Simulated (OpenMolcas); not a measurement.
**Predicting a hybrid from its neighbours: InNH2F2**

InNH2F2 has 6 atoms, charge 0, and is taken as a singlet. As SMILES, `[NH2][In]([F])[F]`. The shape is that of a PBE0-D4/def2-TZVP optimisation.

The vertical electron affinity (to the doublet anion) y, in eV, basis def2-SVPD with a core potential; a is the functional's share of exact exchange. Programs: OpenMolcas 26.06.

| functional | program | a | y (eV) |
| --- | --- | --- | --- |
| revPBE | OpenMolcas | 0 | 0.67 |
| r2SCAN | OpenMolcas | 0 | 0.67 |
| B3LYP | OpenMolcas | 0.2 | ? |
| PBE0 | OpenMolcas | 0.25 | 0.66 |
| BHLYP | OpenMolcas | 0.5 | 0.57 |

Q: Fit y = c + s·a to the known rows and predict B3LYP.

A: 
1. Means of the 4 rows: a = 0.1875, y = 0.643.
2. Σ(Δa)² = 0.17188, Σ(Δa·Δy) = -0.031875, so the slope is -0.031875/0.17188 = -0.18545.
3. Intercept: 0.643 − (-0.18545) × 0.1875 = 0.678. The largest residual of the fit is 0.028.
4. B3LYP: 0.678 + (-0.18545) × 0.2 = 0.64 eV.

The run gave 0.80 eV, so the prediction is off by -0.16 eV, more than the largest residual. The rows mix families of semi-local functionals, which the line can't see. Spin-orbit coupling is left out.

The miss comes from B3LYP lying above every fitted row, including those without exact exchange, so no line that falls with the exchange share could have reached it. The fitted slope rests almost entirely on BHLYP: from revPBE and r2SCAN to PBE0 the affinity barely moves. B3LYP and BHLYP, which share most of their semi-local ingredients, differ by far more than the line allows, which suggests that the response to exact exchange and the offset between functionals are entangled in the single slope. The small residuals therefore say little about predictive power.

All five functionals do agree that the anion is vertically bound. This fits a three-coordinate In(III) centre, whose formally vacant 5p orbital can accept an electron, probably with some In–F and In–N antibonding character. The electronegative fluorines favour attachment, while π donation from the amide nitrogen, though weak towards so diffuse an orbital, opposes it. The adiabatic affinity should be larger, since the added electron favours pyramidalisation at indium and longer bonds.
